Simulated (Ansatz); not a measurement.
## P: pressure and energy change per atom as volume scale varies

All results are calculated (Ansatz 0.2.0). Plane-wave DFT, scalar-relativistic PAW made under PBE with cores redone for the functional, no dispersion; the given relaxed cell is scaled uniformly, energy at zero smearing counts from the unscaled cell, pressure at the given Fermi-Dirac smearing is positive in compression.

The cell before it is scaled or strained (space group Cmce, No. 64):
```
P
1.0
      1.6642    -7.1973     0.0000
      1.6642     7.1973     0.0000
      0.0000     0.0000     4.7498
P
4
Direct
  0.07284 0.92716 0.90741
  0.57284 0.42716 0.59259
  0.92716 0.07284 0.09259
  0.42716 0.57284 0.40741
```

Settings of every row: spin polarised no; functional RPBE; wave cutoff 420 eV; smearing width 0.05 eV; k mesh 9x9x6.

Atom starting moment: 0 on all atoms.

Limits: a layered crystal: even scaling strains the bonds within the layers, so this curve is stiffer than the crystal under pressure; bonds stretch with the cell, so the curve is stiffer than the relaxed crystal; no dispersion: the cell expands far past the measured one.

| row | volume scale | V (Å³/atom) | pressure (GPa) | energy change per atom (meV) |
| --- | --- | --- | --- | --- |
| 1 | 0.88 | 25.032 | 8.26 | 77.94 |
| 2 | 0.92 | 26.17 | 4.87 | 31.78 |
| 3 | 0.96 | 27.308 | ? | ? |
| 4 | 1.04 | 29.584 | -1.8 | 6.74 |
| 5 | 1.08 | 30.722 | -3.22 | 24.74 |
| 6 | 1.12 | 31.859 | -4.37 | 51.84 |

Question: what pressure and energy change per atom should row 3 give?

Worked fit of pressure. Take u = (V_r/V)^(2/3) − 1 with V_r = 29.584 Å³ an atom, which is twice the finite (Eulerian) strain; such expansions in the strain, on which the Birch-Murnaghan equation of state is built, carry the rest volume and the bulk modulus. The shown rows have u = 0.11783, 0.08518, 0, -0.02485, -0.04819. Least squares give pressure = −1.816 + 62.094 × u + 197.29 × u² GPa; a straight line predicts inner rows, each left out in turn, worse (root mean square 0.56 against 0.047 GPa). The rows lie off it by 0.02, -0.03, 0.02, 0.02, -0.02. The pressure vanishes at u = 0.0269, or V = 28.43 Å³ an atom, and there the bulk modulus at fixed shape and fractions is B = −V dP/dV = (2/3)(1 + u) dP/du = 49.8 GPa. Letting shape and atoms relax would as a rule lower it, by much in layered, chain or molecular crystals. The withheld row has u = 0.05482, so the fit gives −1.816 + 62.094 × (0.05482) + 197.29 × (0.05482)² = 2.18 GPa.

The calculation gave 2.15 GPa. The fit lies 0.03 GPa (1.4 % of the value, 0.24 % of the column's range) above it; its largest miss of a shown row is 0.03 GPa.

Worked fit of energy change per atom. Take u = (V_r/V)^(2/3) − 1 with V_r = 29.584 Å³ an atom, which is twice the finite (Eulerian) strain; such expansions in the strain, on which the Birch-Murnaghan equation of state is built, carry the rest volume and the bulk modulus. The shown rows have u = 0.11783, 0.08518, 0, -0.02485, -0.04819. Least squares give energy change per atom = 6.571 − 493.968 × u + 9318.64 × u² meV; a straight line predicts inner rows, each left out in turn, worse (root mean square 26 against 0.45 meV). The rows lie off it by 0.19, -0.33, 0.17, 0.14, -0.18 (root mean square 0.21 meV). The withheld row has u = 0.05482, so the fit gives 6.571 − 493.968 × (0.05482) + 9318.64 × (0.05482)² = 7.50 meV.

The calculation gave 7.22 meV. The fit lies 0.28 meV (3.9 % of the value, 0.39 % of the column's range) above it; its largest miss of a shown row is 0.33 meV.
